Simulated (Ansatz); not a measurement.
InPd: the change of energy above lowest point with volume scale

Free energy against uniform scaling of the volume at fixed shape and fractions; periodic cell, basis, potentials, k mesh and filling as listed. The results are calculated, by Ansatz 0.2.0.

The cell before it is scaled or strained (space group Pm-3m, No. 221):
```
cell vectors (Å)
   3.2828     0.0000     0.0000
   0.0000     3.2828     0.0000
   0.0000     0.0000     3.2828
atoms (fractions of the cell vectors)
In  0.00000  0.00000  0.00000
Pd  0.50000  0.50000  0.50000
```

Settings of every row: functional PBE; dispersion none; potentials PAW; wave cutoff 500 eV; density cutoff 2000 eV; k mesh 7x7x7; k shift 0x0x0; occupations fermi dirac; smearing width 0.1 eV; spin none.

Limits: coarse k mesh, up to 40 meV an atom off; the cell comes from a prototype or a list of computed structures and needn't be the stable phase.

```csv
row,volume scale,V (Å³/atom),energy above lowest point (meV/atom)
1,0.9406,16.638,47
2,0.9703,17.164,17.4
3,1,17.689,?
4,1.0297,18.214,0
5,1.0594,18.74,7.4
```

Question: what energy above lowest point should row 3 give?

Worked fit of energy above lowest point. Take u = (V_r/V)^(2/3) − 1 with V_r = 17.689 Å³ an atom, which is twice the finite (Eulerian) strain; such expansions in the strain, on which the Birch-Murnaghan equation of state is built, carry the rest volume and the bulk modulus. The shown rows have u = 0.04168, 0.02029, -0.01931, -0.03775. Least squares give energy above lowest point = 2.58 + 436.5 × u + 15039 × u² meV/atom; a straight line predicts inner rows, each left out in turn, worse (root mean square 14 against 0.59 meV/atom). The rows lie off it by 0.1, -0.2, 0.2, -0.1. Its lowest point lies at u = -0.0145, or V = 18.08 Å³ an atom, and the curvature there gives the bulk modulus at fixed shape and fractions, B = (4/9)(1 + u)² E″(u)/V = 115 GPa. The withheld row has u = 0, so the fit gives 2.58 + 436.5 × (0) + 15039 × (0)² = 2.6 meV/atom.

The calculation gave 2.6 meV/atom. The fit meets it to the printed digit.
